**Question**

I have projected the valence states of zinc selenide onto the atomic orbitals of Zn and Se. The table lists how many electrons each kind of orbital holds in the counted states, and the average energy of that share, measured from the top of the valence band. The two rows for Se s and Se p are still covered. How far can I work them out from the other four rows and some chemistry, and how sure can I be?

Projected density of states of zinc-blende ZnSe from SIESTA 5.4.2: PW91 with spin-orbit coupling, PseudoDojo 0.4 standard pseudopotentials (generated with PBE), DZDP basis, k mesh 6×6×6 (9×9×9 for the density of states), broadening 0.1 eV. Electrons are counted from −12 eV up to the gap, and energies are measured from the valence top.

```tsv
projection name	projection electrons (e)	projection band centre (eV)
Se_s	?	?
Se_p	?	?
Se_d	0.240	-4.610
Zn_s	0.530	-4.150
Zn_p	0.730	-2.570
Zn_d	9.800	-6.490
```

**Answer**

Start with the electrons that the bands must hold, because that number doesn't depend on how they are shared among orbitals. Zinc brings two 4s and ten 3d electrons, selenium two 4s and four 4p electrons, which makes 18 per formula unit. In the solid they fill three groups of bands. The Se 4s band lies deepest and takes two, the Zn 3d bands take ten, and the upper valence bands, built largely from Se 4p, take the last six. The Se d row isn't the filled 3d shell of selenium, which lies far deeper, but a small weight of d functions in the counted bands.

The count in the table begins at a floor of $-12$ eV. This is measured from the valence top, like the centres. The energy grid of the run starts at $-15$ eV on the program's own scale, where the valence top lies at $-3.2$ eV, so nothing deeper than 11.8 eV below the top can be counted. Semilocal calculations such as this one put the Se 4s band roughly at $-12$ to $-13$ eV, so it should lie mostly below the floor, though not by a safe distance. If it is left out, and if the projections share out every electron, the six rows must add up to 16. The four known rows then fix what remains for selenium s and p together:

$$16-(0.24+0.53+0.73+9.80)=4.70\ \text{electrons}.$$

Counting can't divide this remainder between s and p, but chemistry can help. The Se 4s level lies far below the 4p level, so most of its character stays in its own deep band and only a trace mixes into the bands above. I put that trace at 0.15 electrons, which is a judgement and not a derived value. Se p then gets $4.70-0.15=4.55$ electrons.

The energies need a different argument. In the upper valence bands, Zn s and Zn p appear mainly by bonding with Se p. At the centre of the Brillouin zone, the top of the valence band has the symmetry of p orbitals, which admits p and d orbitals on either atom but no s orbitals. This helps to explain why Zn s is centred 1.6 eV below Zn p: its share has to come from states further down.

The same symmetry rule holds on selenium, so I borrow each centre from the like orbital on zinc. For Se p I take the Zn p value as it stands. For Se s I start from the Zn s value of about $-4.2$ eV and move it down to $-5.0$ eV, for two reasons. Se s can mix with the Zn 3d bands, and the upper edge of its own band might leak over the floor.

The forecasts, with ranges that express judgement and aren't statistical errors, are these:

- Se s: 0.15 electrons (0 to 0.6), centred at $-5.0$ eV ($-8.5$ to $-3.5$).
- Se p: 4.55 electrons (4.25 to 4.85), centred at $-2.57$ eV ($-3.1$ to $-2.1$).

The main risk is the floor. If the whole Se 4s band were counted after all, the remainder would be 6.70 electrons instead of 4.70. Se s would then hold nearly two electrons, with a far deeper centre, and both of its ranges above would fail. Here are the computed values.

The withheld rows as computed:

```tsv
projection name	projection electrons (e)	projection band centre (eV)
Se_s	0.090	-4.010
Se_p	4.640	-2.870
```

All four values fall inside their ranges, but these successes don't weigh the same. The strongest result is the total: the six rows add up to 16.03 electrons, which agrees with 16 and is far from 18. The Se 4s band was therefore left out of the count. The two selenium populations are not independent tests, because once their sum is fixed, an overestimate of one brings an underestimate of the other.

That is what happened. I gave Se s 0.06 electrons too many, which is two thirds of its small computed value, and Se p 0.09 too few, which is only 2% of its value. The same kind of error looks serious in a trace and harmless in a main component. The guess for Se s was right in kind, a small admixture, but poor as a number.

The small Se s entry doesn't mean that selenium has lost its 4s electrons. They sit in the deep band below the floor, where this count doesn't look. Had the energy grid and the floor both reached beneath that band, the total would have risen by two and most of the increase would have gone to Se s. A projected population belongs to an energy window, and it becomes a statement about the whole atom only when the window takes in all of its valence bands.

The centre of Se s is the clearest miss. It came out at $-4.0$ eV, about 1 eV above my forecast, while the plain value borrowed from Zn s would have been off by only 0.14 eV. My downward shift made the forecast worse, and the wide range hid the mistake. Neither reason for the shift left a visible mark on the average.

This centre is in fact a sensitive detector of a leak, because the population is so small. Suppose that just 0.01 of the 0.09 electrons sat at the floor, some 8 eV below the rest. The average would drop by about one ninth of 8 eV, or nearly 1 eV. If Zn s is a fair guide to where the rest lies, the close match makes a leak of even that size unlikely. But the Zn s centre is itself not very secure in this basis, and an average can't exclude that deep and shallow shares offset each other.

Se p missed in the other direction: its centre lies 0.3 eV deeper than that of Zn p. The likely reason is that Se p has more partners than my shortcut allowed. It bonds with Zn p, but also with Zn s, whose share lies lower. It mixes with the filled Zn 3d shell as well, and such mixing works both ways: some Zn d character rises into the upper bands, and some Se p character goes down into the d bands.

One can test the first of these ideas roughly by giving Se p the average centre of Zn s and Zn p, weighted by their electrons. That gives $-3.2$ eV, which is too deep by slightly more than the first estimate was too shallow. The computed value lies between the two, so the table hardly favours either recipe. The weighted average also leans on the division between Zn s and Zn p, which is the least secure part of the table because the outer Zn orbitals of this basis were made from an atomic level that is off by about 0.11 hartree, or 3 eV.

The second idea, mixing with the d shell, could account for the whole difference if a few tenths of an electron of Se p weight sat at the depth of the Zn 3d bands. That is plausible but untested here. The amount would also be specific to this level of theory, since semilocal functionals place the Zn 3d shell too close to the valence top and so exaggerate its mixing with Se p.

For the chemistry, the main message is how the upper valence bands are built. In a purely ionic picture, with $\text{Zn}^{2+}$ and $\text{Se}^{2-}$, Se p would hold six electrons and the outer Zn orbitals none. The calculation gives Se p 4.6 electrons, still nearly four times as many as Zn s and Zn p together. These are selenium bands with a substantial zinc admixture, as befits a polar covalent bond. The exact shares depend on the basis and on how overlapping density is divided, so they shouldn't be read as ionic charges.

The output below lists each forecast beside its computed value. The model has no adjusted constants, and its two judgements, the trace of Se s and the shift of its centre, were made on physical grounds without the selenium s and p rows. The part that rests on counting electrons did best. The part that rests on likeness between orbitals gave the right order of energies, with Se s below Se p, but only a rough distance.

What remains open is why Se p lies deeper than Zn p: is it the bond with Zn s, weight carried down into the Zn 3d bands, or both? The averages can't tell these apart. The Se p curve resolved in energy could, because weight in the d bands would show up as a separate peak near $-6.5$ eV.

Printed output of the fit:

```
electrons in the four known rows [e]: 11.3
electrons left for Se s plus Se p, Se 4s band outside [e]: 4.7
electrons left for Se s plus Se p, Se 4s band inside [e]: 6.7
Zn s centre less Zn p centre [eV]: -1.58
Zn d electrons short of ten [e]: 0.2
Se s electrons, forecast (range 0 to 0.6) [e]: 0.15
Se s electrons, computed [e]: 0.09
Se s electrons, forecast less computed [e]: 0.06
Se p electrons, forecast (range 4.25 to 4.85) [e]: 4.55
Se p electrons, computed [e]: 4.64
Se p electrons, forecast less computed [e]: -0.09
Se s centre, forecast (range -8.5 to -3.5) [eV]: -5
Se s centre, computed [eV]: -4.01
Se s centre, forecast less computed [eV]: -0.99
Se s centre, unshifted Zn s value less computed [eV]: -0.14
Se p centre, forecast (range -3.1 to -2.1) [eV]: -2.57
Se p centre, computed [eV]: -2.87
Se p centre, forecast less computed [eV]: 0.3
Se p centre, rival from weighted Zn s and Zn p [eV]: -3.235
Se p centre, rival less computed [eV]: -0.3646
sum of all six rows [e]: 16.03
sum of all six rows less sixteen [e]: 0.03
Se s electrons at the -12 eV floor if the rest sat at the Zn s centre [e]: -0.001605
Se p electrons over Zn s plus Zn p electrons [ratio]: 3.683
```
